\textbf{Student:} Full mixing looks crude. Why trust its plateaus for a bilayer graphene p-n-p junction?

\textbf{Lecturer:} Assume unresolved spin and valley, so fillings are multiples of 4. Let $a$, $b$ be the outer and inner moduli, $G$ in $e^2/h$, source potential 1, drain 0. At one p-n interface all $a+b$ channels leave at $a/(a+b)$, so $G=ab/(a+b)$; for equal signs $G=\min(a,b)$. In p-n-p the interfaces emit $\mu_1=(a+b\mu_2)/(a+b)$, $\mu_2=b\mu_1/(a+b)$, and $G=a\mu_2$. For equal signs and $b\ge a$ the inner edges carry $\mu_1=[a+(b-a)\mu_2]/b$, $\mu_2=(b-a)\mu_1/b$, and $G=a\mu_1$; for $b\le a$ only $b$ channels pass. Hence
\begin{equation}
G=\frac{ab}{a+2b},\qquad \frac{ab}{2b-a},\qquad b .
\end{equation}
Bipolar $(a,b)=(4,4)$ gives $4/3$, unipolar $(4,8)$ gives $8/3$.

\textbf{Student:} Interfaces are finite.

\textbf{Lecturer:} Then let the $n=a+b$ channels exchange incoherently with neighbours over length $L$: $d\mu/dx=-\Lambda\mu/\ell$, with $\Lambda$ the open-chain Laplacian and $s=L/\ell$. Its modes are $\cos[\pi k(j+\tfrac12)/n]$, $j=0,\dots,n-1$, with $\lambda_k=4\sin^2(\pi k/2n)$. Inject 1 on the $a$ channels and sum the output over the $b$ channels:
\begin{equation}
T=\frac{ab}{n}-\sum_{k=1}^{n-1}w_ke^{-\lambda_ks},\qquad w_k=\frac{2\sin^2(\pi ka/n)}{n\lambda_k}.
\end{equation}
If the inner channels re-equilibrate between interfaces, $\mu_1=t+(1-t)\mu_2$, $\mu_2=(1-t)\mu_1$, $t=T/b$, so
\begin{equation}
G=T\mu_1=\frac{bT}{2b-T}.
\end{equation}
For $a=b=4$ and assumed $s=20$: $\lambda_1=0.1522$, $w_1=1.642$, $X=\lambda_1s=3.045$, $T=1.9218$, $G=1.2647$. Omitting re-equilibration raises $G$ by $2\times10^{-4}$ relative, so finer targets concern the model only.

\textbf{Student:} With that formula, why approximate?

\textbf{Lecturer:} For equal rates, use it. Unequal rates destroy the cosines, so we rank methods that survive them. Count multiplications and divisions, with rate times step stored. Full mixing (A) costs 3 and stores no vector. Euler slicing (B) applies $E=1-s\Lambda/N$ in place $N$ times: one product per bond, work $(n-1)N+3$, memory $n$. Heun slicing (C) applies $(1+E^2)/2$: work $(3n-2)N+3$, memory $2n$. Non-negative entries need $N\ge2s=40$.

\textbf{Student:} How fast do they converge?

\textbf{Lecturer:} Let $\epsilon$ be the relative deviation from the exact $G$. Since $d\ln G/dT=2b/[T(2b-T)]$, dropping mode 1 gives, to first order,
\begin{equation}
\epsilon_A\approx\kappa=\frac{2b\,w_1e^{-X}}{T(2b-T)}=0.0535 .
\end{equation}
With $y=X/N$, $\ln(1-y)=-y-y^2/2-\dots$ and $\ln(1-y+y^2/2)=-y+y^3/6+\dots$, so
\begin{equation}
\epsilon_B\approx\frac{\kappa X^2}{2N}=\frac{0.248}{N},\qquad
\epsilon_C\approx-\frac{\kappa X^3}{6N^2}=-\frac{0.252}{N^2}.
\end{equation}
The full evaluation gives:

\begin{tabular}{lrrrr}
Method & $N$ & work & memory & $\epsilon$\\
A & -- & 3 & -- & $+5.4\times10^{-2}$\\
B & 40 & 283 & 8 & $+4.3\times10^{-3}$\\
B & 142 & 997 & 8 & $+1.7\times10^{-3}$\\
B & 250 & 1753 & 8 & $+9.9\times10^{-4}$\\
C & 40 & 883 & 16 & $-2.3\times10^{-3}$\\
C & 41 & 905 & 16 & $-4.5\times10^{-4}$\\
C & 45 & 993 & 16 & $-1.3\times10^{-4}$\\
C & 52 & 1147 & 16 & $-9.7\times10^{-5}$\\
\end{tabular}

\textbf{Student:} The $N=40$ rows break your laws.

\textbf{Lecturer:} There mode 7 is barely damped. Its spurious remnant lowers $T$, which partly cancels B's excess and adds to C's deficit. It dies within a few more slices.

\textbf{Student:} So which one?

\textbf{Lecturer:} Among these three, the cheapest for $|\epsilon|<10^{-1}$ is A; for $10^{-2}$, B with 40 slices; for $10^{-3}$, C with 41; for $10^{-4}$, C with 52, where B needs about 15 times the work. By budget: below 283 operations only A fits; 300 buys B with 40; 1000 buys C with 45. With room for one vector only, B remains.

\textbf{Student:} Does A ever win at high accuracy?

\textbf{Lecturer:} Yes. Its deviation falls as $e^{-\lambda_1s}$ at fixed cost, while the minimum slicing work grows as $ns$. Here $\epsilon_A=10^{-3}$ at $s\approx46$. Because $\lambda_1\approx\pi^2/n^2$, that length grows roughly as $n^2$, and the slicing work just short of it as $n^3$.

\textbf{Student:} Is 1.2647 what a device shows?

\textbf{Lecturer:} It is the model's number. Typically, disordered oxide-supported devices sit near the plateaus, while clean encapsulated ones can lie lower by a factor of several or more, because a gapped $\nu=0$ strip separates the p and n channels. There $s=20$ overestimates $G$.